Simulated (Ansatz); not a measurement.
# Ligand exchange: Sn(CH3)Cl3 + GeH3Cl → SnCl4 + GeH3(CH3)

Species: Sn(CH3)Cl3 (methyltin trichloride), singlet; GeH3Cl (chlorogermane) `[Cl][GeH3]`, singlet; SnCl4 (tin tetrachloride) `[Cl][Sn]([Cl])([Cl])[Cl]`, singlet; GeH3(CH3) (methyl germane), singlet. The partners trade CH3 for Cl: Sn–CH3 and Ge–Cl bonds give way to Sn–Cl and Ge–CH3.

Shapes, held fixed at every level: PBE0-D4/def2-TZVP. Programs: Ansatz 0.2.0. Electronic energies: no zero-point or thermal term.

**Question.** Estimate ΔE of this reaction.

**Answer.** The highest level, CCSD(T)/def2-TZVPP, gives ΔE = +15.0 kJ/mol; the levels span +5.3 to +16.6. The column of differences is taken from that level and isn't an error. No measured value is set beside it here. For atoms past krypton def2 sets carry core potentials with scalar relativity. Relativity is left out for Ge unless named. Correlated rows may include outer-core shells of Ge, Sn, which these sets cover unevenly.

| level | kind | ΔE (kJ/mol) | less CCSD(T)/def2-TZVPP |
| --- | --- | --- | --- |
| HF/def2-SVP | Hartree–Fock | +14.9 | -0.1 |
| SPW92/def2-TZVPP | LDA | +11.4 | -3.6 |
| PBE0-D4/def2-TZVPP | global hybrid | +13.4 | -1.6 |
| B2PLYP/def2-TZVPP | double hybrid | +14.7 | -0.3 |
| MP2/def2-TZVPP | perturbation theory | +16.6 | +1.6 |
| CCSD/def2-SVP | coupled cluster or CI | +5.3 | -9.7 |
| CCSD/def2-TZVPP | coupled cluster or CI | +15.8 | +0.8 |
| CCSD(T)/def2-TZVPP | coupled cluster or CI | +15.0 | 0.0 |

The exchange is uphill at every level, so methyl stays on tin and chlorine on germanium. Bond polarity alone would suggest the reverse, since tin is the more electropositive metal and should gain more from binding chlorine. The likely reason is the other ligands. Tin already carries three chlorines, and its methyl group is the only good σ donor to a strongly positive centre. Replacing it with a fourth chlorine removes that donation and sets one more polar bond competing for the same tin charge, whereas the hydride-rich germanium in GeH3Cl holds its single chlorine without such competition.

The number and broad type of bonds are conserved, which helps even the LDA come within a few kJ/mol of the coupled-cluster result. The outlier is CCSD/def2-SVP at +5.3, against +15.8 in the larger basis, probably because the small set recovers correlation unevenly across the four molecules. The closeness of HF/def2-SVP to the top level is therefore probably fortuitous. A single exchange cannot separate the metals' intrinsic preferences from the effect of tin's other chlorines.
